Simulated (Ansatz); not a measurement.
# Nb2O: the change of energy above lowest point and pressure with volume per atom

Equation of state of a cubic crystal from periodic Kohn-Sham density functional theory without spin; pressure corrected for the finite basis. The results are calculated, by Ansatz 0.2.0 development build.

Cell of the first row (space group Fm-3m, No. 225):
```
cell vectors (Å)
   0.0000     2.7300     2.7300
   2.7300     0.0000     2.7300
   2.7300     2.7300     0.0000
atoms (fractions of the cell vectors)
Nb  0.25000  0.25000  0.25000
Nb  0.75000  0.75000  0.75000
O   0.00000  0.00000  0.00000
```

Settings of every row: formula Nb2O; structure type antifluorite; functional PBE; spin treatment none; k mesh 17x17x17; occupation method fermi-dirac; occupation width 0.061225619 eV; wave cutoff 700 eV; datasets soft-1 PAW; density cutoff ratio 4.

Limits: a cubic model structure, not a phase known at ambient conditions; the SCF threshold is loose for a stress in some rows.

```csv
row,volume per atom (Å³),energy above lowest point (meV/atom),pressure (GPa)
1,13.564,28.85,11.439
2,13.852,12.18,7.148
3,14.141,2.82,3.314
4,14.429,0,-0.117
5,14.718,3.04,-3.204
6,15.007,11.37,-5.996
7,15.295,?,?
```

Question: what energy above lowest point and pressure should row 7 give?

Worked fit of energy above lowest point. Take u = (V_r/V)^(2/3) − 1 with V_r = 14.285 Å³ an atom, which is twice the finite (Eulerian) strain; such expansions in the strain, on which the Birch-Murnaghan equation of state is built, carry the rest volume and the bulk modulus. The shown rows have u = 0.03513, 0.02073, 0.00678, -0.00666, -0.01971, -0.03234. Least squares give energy above lowest point = 0.633 + 207.11 × u + 16811 × u² + 4432 × u³ meV/atom; a parabola predicts inner rows, each left out in turn, worse (root mean square 0.056 against 0.017 meV/atom). The rows lie off it by 0.00, -0.01, 0.01, 0.00, -0.01, 0.00. Its lowest point lies at u = -0.0062, or V = 14.42 Å³ an atom, and the curvature there gives the bulk modulus at fixed shape and fractions, B = (4/9)(1 + u)² E″(u)/V = 163 GPa. The withheld row has u = -0.04452, so the fit gives 0.633 + 207.11 × (-0.04452) + 16811 × (-0.04452)² + 4432 × (-0.04452)³ = 24.34 meV/atom.

The calculation gave 24.48 meV/atom. The fit lies 0.14 meV/atom (0.49 % of the column's range) below it; its largest miss of a shown row is 0.01 meV/atom. This row lies beyond the range of the fit.

Worked fit of pressure. Take u = (V_r/V)^(2/3) − 1 with V_r = 14.285 Å³ an atom, which is twice the finite (Eulerian) strain; such expansions in the strain, on which the Birch-Murnaghan equation of state is built, carry the rest volume and the bulk modulus. The shown rows have u = 0.03513, 0.02073, 0.00678, -0.00666, -0.01971, -0.03234. Least squares give pressure = 1.5512 + 254.718 × u + 708.64 × u² + 1493 × u³ GPa; a parabola predicts inner rows, each left out in turn, worse (root mean square 0.018 against 0.0043 GPa). The rows lie off it by 0.000, -0.001, 0.003, -0.003, 0.001, 0.000. The pressure vanishes at u = -0.0062, or V = 14.42 Å³ an atom, and there the bulk modulus at fixed shape and fractions is B = −V dP/dV = (2/3)(1 + u) dP/du = 163 GPa. The withheld row has u = -0.04452, so the fit gives 1.5512 + 254.718 × (-0.04452) + 708.64 × (-0.04452)² + 1493 × (-0.04452)³ = -8.516 GPa.

The calculation gave -8.527 GPa. The fit lies 0.011 GPa (0.055 % of the column's range) above it; its largest miss of a shown row is 0.003 GPa. This row lies beyond the range of the fit.
